The removal energy listed here is the energy needed to take one $4p_{3/2}$ electron out of a closed 36-electron, krypton-like ion of nuclear charge $Z$. The Koopmans value is minus the Dirac-Hartree-Fock orbital energy, so it treats the other 35 electrons as frozen and uncorrelated. A diagonal self-energy shift corrects it, either in second order or screened with time-dependent Hartree-Fock (TDHF) response. The final value is Koopmans plus the TDHF shift plus the Breit part (magnetic and retardation interaction between electrons) plus the QED part. The ΔSCF column, the change when the ion's orbitals are re-optimised, is a diagnostic: relaxation is already inside the self-energy and is not added again. In five rows examined more closely (Cd, Xe, Pm, Ho, Ta) the $4p_{1/2}$ hole lies 7.5 to 86 eV higher and the pole strengths are 0.98 to 0.99, so there the state is the lowest $4p$ hole and nearly a pure one.

Removal of a 4p3/2 electron from closed-shell ions, [Ar] 3d10 4s2 4p6, with B-spline many-body code 1: Dirac-Hartree-Fock plus a diagonal self-energy, no-pair Dirac-Coulomb. The self-energy shifts add to the Koopmans value; the final energy is the Koopmans value plus the TDHF-screened shift and the Breit and QED parts. The table values are also theoretical.

| species | Z | charge (e) | Koopmans value (4p3/2) (eV) | ΔSCF less Koopmans (4p3/2) (eV) | second-order shift (4p3/2) (eV) | shift, TDHF screening (4p3/2) (eV) | Breit part (4p3/2) (eV) | QED part (4p3/2) (eV) | removal energy, final (4p3/2) (eV) | table value (eV) | final less table (eV) |
| --- | --- | --- | --- | --- | --- | --- | --- | --- | --- | --- | --- |
| Cd12+ | 48 | 12 | 305.5 | -0.64979 | 0.8973 | 0.7703 | -0.14427 | 0.0014500 | 306.2 | 305 | 1.175 |
| In13+ | 49 | 13 | 341.9 | -0.64642 | 0.9300 | 0.8000 | -0.16654 | 0.00068031 | 342.6 | 341 | 1.580 |
| Sn14+ | 50 | 14 | 380.1 | -0.64375 | 0.9611 | 0.8283 | -0.19068 | -0.00025708 | 380.8 | 379 | 1.771 |
| Sb15+ | 51 | 15 | 420.1 | -0.64168 | 0.9911 | 0.8555 | -0.21677 | -0.0013776 | 420.7 | 420 | 0.744 |
| Te16+ | 52 | 16 | 461.9 | -0.64010 | 1.020 | 0.8818 | -0.24485 | -0.0026975 | 462.5 | 461 | 1.495 |
| I17+ | 53 | 17 | 505.4 | -0.63893 | 1.048 | 0.9072 | -0.27501 | -0.0042336 | 506.0 | 505 | 1.022 |
| Xe18+ | 54 | 18 | 550.7 | -0.63810 | 1.075 | 0.9318 | -0.30728 | -0.0060040 | 551.3 | 549 | 2.323 |
| Cs19+ | 55 | 19 | 597.8 | -0.63756 | 1.101 | 0.9558 | -0.34173 | -0.0080271 | 598.4 | 597 | 1.397 |
| Ba20+ | 56 | 20 | 646.7 | -0.63728 | 1.127 | 0.9792 | -0.37843 | -0.010322 | 647.2 | 646 | 1.244 |
| La21+ | 57 | 21 | 697.3 | -0.63720 | 1.152 | 1.002 | -0.41744 | -0.012910 | 697.9 | 696 | 1.863 |
| Ce22+ | 58 | 22 | 749.7 | -0.63731 | 1.177 | 1.025 | -0.45879 | -0.015812 | 750.3 | 749 | 1.256 |
| Pr23+ | 59 | 23 | 803.9 | -0.63758 | 1.201 | 1.047 | -0.50257 | -0.019049 | 804.4 | 803 | 1.422 |
| Nd24+ | 60 | 24 | 859.9 | -0.63799 | 1.225 | 1.069 | -0.54883 | -0.022646 | 860.4 | 859 | 1.363 |
| Pm25+ | 61 | 25 | 917.6 | -0.63853 | 1.249 | 1.090 | -0.59761 | -0.026625 | 918.1 | 916 | 2.080 |
| Sm26+ | 62 | 26 | 977.1 | -0.63917 | 1.272 | 1.111 | -0.64898 | -0.031014 | 977.6 | 976 | 1.575 |
| Eu27+ | 63 | 27 | 1038.5 | -0.63991 | 1.295 | 1.132 | -0.70298 | -0.035835 | 1038.8 | 1037 | 1.849 |
| Gd28+ | 64 | 28 | 1101.6 | -0.64073 | 1.317 | 1.153 | -0.75969 | -0.041118 | 1101.9 | 1100 | 1.905 |
| Tb29+ | 65 | 29 | 1166.4 | -0.64163 | 1.340 | 1.174 | -0.81914 | -0.046888 | 1166.7 | 1165 | 1.744 |
| Dy30+ | 66 | 30 | 1233.1 | -0.64260 | 1.362 | 1.194 | -0.88139 | -0.053181 | 1233.4 | 1232 | 1.371 |
| Ho31+ | 67 | 31 | 1301.6 | -0.64363 | 1.383 | 1.215 | -0.94649 | -0.060019 | 1301.8 | 1300 | 1.786 |
| Er32+ | 68 | 32 | 1371.8 | -0.64472 | 1.405 | 1.235 | -1.0145 | -0.067438 | 1372.0 | 1370 | 1.992 |
| Tm33+ | 69 | 33 | 1443.9 | -0.64585 | 1.426 | 1.255 | -1.0854 | -0.075470 | 1444.0 | 1442 | 1.994 |
| Yb34+ | 70 | 34 | 1517.8 | -0.64704 | 1.448 | 1.275 | -1.1594 | -0.084152 | 1517.8 | 1516 | 1.794 |
| Lu35+ | 71 | 35 | 1593.4 | -0.64828 | 1.469 | 1.294 | -1.2364 | -0.093516 | 1593.4 | 1591 | 2.394 |
| Hf36+ | 72 | 36 | 1670.9 | -0.64955 | 1.489 | 1.314 | -1.3165 | -0.10360 | 1670.8 | 1669 | 1.800 |
| Ta37+ | 73 | 37 | 1750.2 | -0.65086 | 1.510 | 1.333 | -1.3997 | -0.11443 | 1750.0 | 1748 | 2.013 |

## The whole column: a fixed cloud around a growing charge

Each step down adds a proton and no electron. The cloud contracts: in the limit of large $Z$ every length scales as $1/Z$, though over this table the screened $4p$ shell shrinks faster than that. Attraction to the nucleus and kinetic energy grow as $Z^2$, while the repulsion between electrons, fixed charges at shrinking distances, grows only as $Z$. The final energy rises 5.72-fold, more than $(73/48)^2 = 2.31$, because the subtracted repulsion weighs relatively more at the top. The 28 electrons with $n \le 3$ do most of the screening: writing the energy as $\mathrm{Ry}\,Z_\mathrm{eff}^2/16$ gives $Z - Z_\mathrm{eff}$ between 29.0 and 27.6, a number that also absorbs relativity and everything else. Final and Koopmans values differ by less than 0.64 eV in every row, so the numbers show that the mean field carries the trend.

Treating the repulsion as a perturbation gives, without relativity,

$$E(Z) = aZ^2 - bZ + c + d/Z + \dots, \qquad a = \mathrm{Ry}/n^2 ,$$

where $b$ comes from first-order repulsion and $c$ from second order. The second difference $E(Z+1) - 2E(Z) + E(Z-1)$ removes $b$ and $c$ and leaves $2a$, apart from a small remnant of the later terms. With $\mathrm{Ry} = 13.606$ eV and $n = 4$ this is 1.701 eV, with nothing fitted to any row. At Nd24+, with final energies at more digits (table value plus final less table), $918.080 - 2(860.363) + 804.422 = 1.776$ eV. Used forwards, Pr23+ and Nd24+ predict $2(860.363) - 804.422 + 1.701 = 918.005$ eV for Pm25+, 0.075 eV below the computed value. The estimate is low in every row, by 4.2 to 6.2 % of 1.701 eV. A one-electron Dirac $4p_{3/2}$ level around the bare nucleus errs the other way, by 0.021 eV at the top and 0.136 eV at the bottom, since it applies the $\alpha^2Z^4$ term to an unscreened charge. The small gap at the top is no test of that term, because the computed excess also holds the remnant of the later terms in $1/Z$. The printed output after the text lists the computed second differences row by row, and the comparison with the Dirac level at the two ends.

## Cd12+ to Sb15+: correlation ahead of Breit

Both self-energy shifts are positive in every row, while ΔSCF is negative. Relaxation stabilises the ion and must lower the removal energy. The departing electron, however, also takes its correlated pairs with it, which stabilised the closed shell. The TDHF shift less ΔSCF, 1.42 eV at Cd12+, is a net figure, the pair correlation lost from the closed shell less the correlation that the hole state gains, and an approximate one, since ΔSCF and the relaxation part of a self-energy aren't identical.

The two scale differently, and the expansion says why. A second-order term is a squared Coulomb matrix element, $\propto Z^2$, over an excitation energy. Relaxation mixes each orbital with empty ones of the same symmetry and higher $n$, whose gaps grow as $Z^2$; the ratio is of order $Z^0$. The column agrees, varying by 2.1 % of its mean. Correlation can instead use the empty $4d$ and $4f$ orbitals. These are degenerate with $4s$ and $4p$ in the hydrogenic limit, so the gaps come from repulsion and grow only as $Z$, and the term can itself grow with $Z$. Such excitations occur in both the closed shell and the hole state, with opposite effect on the shift, so theory argues the growth while only the calculation gives the sign; the attribution to $4d$ and $4f$ is untested here.

At first the TDHF shift gains 0.030 eV per step and Breit loses only 0.022 eV, so final less Koopmans rises, to 0.637 eV at both Sn14+ and Sb15+. The QED part changes sign between In13+ and Sn14+ and then falls steadily. A $p_{3/2}$ electron has almost no density at the nucleus, so its own radiative shift is small beside that of an $s$ electron. That density does not set its size, though: at Ta37+ the QED part is $-0.114$ eV here and only $-0.009$ eV for the more penetrating $4p_{1/2}$ hole, the order expected from the electron's anomalous magnetic moment, which raises $p_{3/2}$ and lowers $p_{1/2}$. A guess is that this direct shift, which loosens the electron, overtakes an opposite indirect one from slightly expanded, less screening $s$ shells.

Sb15+ is the first irregular row: final less table drops to 0.744 eV from 1.771 eV. The computed second difference passes through Sb15+ smoothly at 1.778 eV, whereas that of the integer table values runs 3, 0, 3. The kink sits in the reference.

## Te16+ to Ce22+: two shallow minima and Xe18+

Xe18+ jumps the other way, to 2.323 eV, because the table value rises by 44 eV from I17+ where the calculation rises by 45.3 eV. Rounding a smooth curve to 1 eV can change the difference by at most 1 eV between neighbours. Two steps exceed that, Sn14+ to Sb15+ ($-1.03$ eV) and I17+ to Xe18+ ($+1.30$ eV), so the reference scatters by more than a single rounding, as it would for instance if it were a difference of two rounded total energies. The configuration is the same in all rows and no computed column shows a feature there, so these jumps carry no atomic meaning.

The computed second difference falls from 1.786 eV at In13+ to a flat minimum near 1.773 eV between Xe18+ and Ce22+, and then climbs; wiggles of 0.002 eV are rounding. Relaxation is smallest in size at La21+, $-0.6372$ eV. Both patterns fit terms in $1/Z$ dying away while relativistic terms grow, though this is a guess, as no column separates the two. It is consistent with the $4p_{1/2}$ hole, which penetrates closer to the nucleus: the same runs give a relaxation going from $-0.69$ eV at Xe18+ to $-0.75$ eV at Ta37+, a much larger drift.

## Pr23+ to Er32+: Breit takes over

The Breit interaction couples two currents, so its size is $\alpha^2 v_1 v_2/r_{12}$ in atomic units, three powers of a charge. The negative column says that it raises the closed shell more than the hole state. It grows 9.7-fold over the table, an end-to-end power of 5.4 in $Z$ and 2.6 in $Z_\mathrm{eff}$. These straddle 3, as they should if the $4p$ electron feels a strongly screened charge and its inner-shell partners a less screened one; neither exponent is a law. Meanwhile the step of the TDHF shift shrinks towards 0.019 eV, slower than linear growth. Final less Koopmans thus falls ever faster, from 0.525 eV at Pr23+ to 0.153 eV at Er32+.

Screening trims the second-order shift in every row, because the other electrons polarise and weaken the interaction that drives correlation. The cut is 14.2 % of the second-order value at Cd12+ and 11.7 % at Ta37+. This slow fall belongs to the TDHF form and is no proof of a stiffer cloud: in the five rows examined, the form that screens only the direct term shows a cut that grows along the series.

## Tm33+ to Ta37+: an accidental zero

Final less Koopmans passes from $+0.031$ eV at Yb34+ to $-0.036$ eV at Lu35+. Koopmans is not more correct there: a positive shift of 1.3 eV happens to cancel Breit and QED. The crossing moves with the method. With the second-order shift the sum at Ta37+ is $1.510 - 1.400 - 0.114 = -0.004$ eV, which puts it two rows later. QED has by then reached 8.2 % of Breit.

## The offset from the table value

Final less table is positive in all rows, 1.65 eV on average. The table value is itself theory, printed to 1 eV, so this is a difference between calculations and no measured error. With Breit and QED included throughout, the mean differences are 0.58 eV for Koopmans, $-0.06$ eV for ΔSCF, 1.81 eV for second order and 1.65 eV for TDHF: both self-energies move away from the reference. Rounding (at most 0.5 eV) can't produce this, nor can the choice among the four self-energy forms, which differ by at most 0.27 eV in the five rows examined. The ΔSCF level scatters about the reference with an rms of 0.33 eV against 0.29 eV for rounding alone, and misses by more than 0.5 eV only at Sb15+, I17+ and Xe18+. This suggests that the reference contains relaxation and little of the lost correlation, which remains a guess. Nuclear recoil is left out, but with an electron-to-nucleus mass ratio of a few millionths it is far too small to explain the offset. Basis convergence is untested, and it does bear on an offset of about 1 part in 900 at Ta37+. The TDHF form was chosen after all four were compared with 13 atoms, so agreement there is no blind test, and this integer reference cannot rank the forms.

## Neighbouring cases

For the $2p$ hole of neon-like ions the same argument gives a curvature near $2\,\mathrm{Ry}/4$, four times larger. The $n = 2$ shell is full, no low-gap excitations exist, and the correlation shift should level off instead of growing, while Breit is larger; without those excitations the net shift need not be positive, so a crossing like that at Lu35+ need not occur. The $4p_{1/2}$ hole of the present ions already shows that growth isn't guaranteed: its TDHF shift runs 0.70, 0.81, 0.88, 0.91 and 0.90 eV over the five rows, and its Breit part is larger in size than that of the $4p_{3/2}$ hole in all five. Towards neutral krypton the $1/Z$ expansion converges poorly, Breit becomes small, and relaxation and correlation make up a far larger fraction of the removal energy.

Output of the analysis:

```
eV: ion, final, 2nd diff final, 2nd diff table, final-Koopmans, TDHF-dSCF, (dSCF+Breit+QED)-table
Cd12+   306.175      -   -   0.627  1.420  -0.25
In13+   342.580  1.786   2   0.634  1.446   0.13
Sn14+   380.771  1.782   3   0.637  1.472   0.30
Sb15+   420.744  1.778   0   0.637  1.497  -0.75
Te16+   462.495  1.776   3   0.634  1.522  -0.03
I17+    506.022  1.774   0   0.628  1.546  -0.52
Xe18+   551.323  1.773   4   0.619  1.570   0.75
Cs19+   598.397  1.773   1   0.606  1.593  -0.20
Ba20+   647.244  1.772   1   0.590  1.616  -0.37
La21+   697.863  1.774   3   0.572  1.639   0.22
Ce22+   750.256  1.773   1   0.550  1.662  -0.41
Pr23+   804.422  1.775   2   0.525  1.685  -0.26
Nd24+   860.363  1.776   1   0.498  1.707  -0.34
Pm25+   918.080  1.778   3   0.466  1.729   0.35
Sm26+   977.575  1.779   1   0.431  1.750  -0.18
Eu27+  1038.849  1.782   2   0.393  1.772   0.08
Gd28+  1101.905  1.783   2   0.352  1.794   0.11
Tb29+  1166.744  1.788   2   0.308  1.816  -0.07
Dy30+  1233.371  1.788   1   0.259  1.837  -0.47
Ho31+  1301.786  1.791   2   0.208  1.859  -0.07
Er32+  1371.992  1.796   2   0.153  1.880   0.11
Tm33+  1443.994  1.798   2   0.094  1.901   0.09
Yb34+  1517.794  1.800   1   0.031  1.922  -0.13
Lu35+  1593.394  1.806   3  -0.036  1.942   0.45
Hf36+  1670.800  1.807   1  -0.106  1.964  -0.16
Ta37+  1750.013      -   -  -0.181  1.984   0.03
final: ratio last/first 5.72; step 36.40 to 79.21 eV; net/Koopmans 0.21% to -0.010%
2nd diff 1.772 (Ba20+) to 1.807 eV, rounding 0.002; 2Ry/16 = 1.701, excess 4.2-6.2%
bare Dirac 2nd diff 1.807 to 1.943 eV, above computed by 0.021 to 0.136
4*sqrt(E/Ry) 18.98 to 45.36; Z less this 29.02 to 27.64
dSCF smallest at La21+ -0.6372 eV; range 0.0137 eV = 2.1%
TDHF shift ratio 1.73, step 0.030 to 0.019 eV; cut from 2nd order 14.2% to 11.7%
Breit ratio 9.70; end-to-end power of Z 5.42, of 4*sqrt(E/Ry) 2.61
first negative: final-Koopmans Lu35+, TDHF+Breit Hf36+, QED Sn14+; QED/Breit last 8.2%
Koopmans+Breit+QED less table: mean 0.58, rms 0.67, -0.11 (Sb15+) to 1.39 (Xe18+) eV
dSCF+Breit+QED less table: mean -0.06, rms 0.33, -0.75 (Sb15+) to 0.75 (Xe18+) eV
2nd order+Breit+QED less table: mean 1.81, rms 1.85, 0.88 (Sb15+) to 2.57 (Lu35+) eV
TDHF+Breit+QED less table: mean 1.65, rms 1.70, 0.74 (Sb15+) to 2.39 (Lu35+) eV
means first/last 13 rows: final-table 1.43/1.87, TDHF-dSCF 1.57/1.86; 1 eV rounding: max 0.5, rms 0.29
steps in final-table over 1 eV: Sn14+>Sb15+ -1.03, I17+>Xe18+ +1.30 ; dSCF misses over 0.5 eV: Sb15+, I17+, Xe18+
Cd Xe Pm Ho Ta: spread of four shifts 0.18 0.20 0.22 0.23 0.27 | 4p1/2 less 4p3/2 final 7.49 15.66 31.87 53.87 86.22 eV
4p1/2 TDHF shift 0.70 0.81 0.88 0.91 0.90 | 4p1/2 TDHF-dSCF 1.39 1.50 1.59 1.64 1.65 eV
```
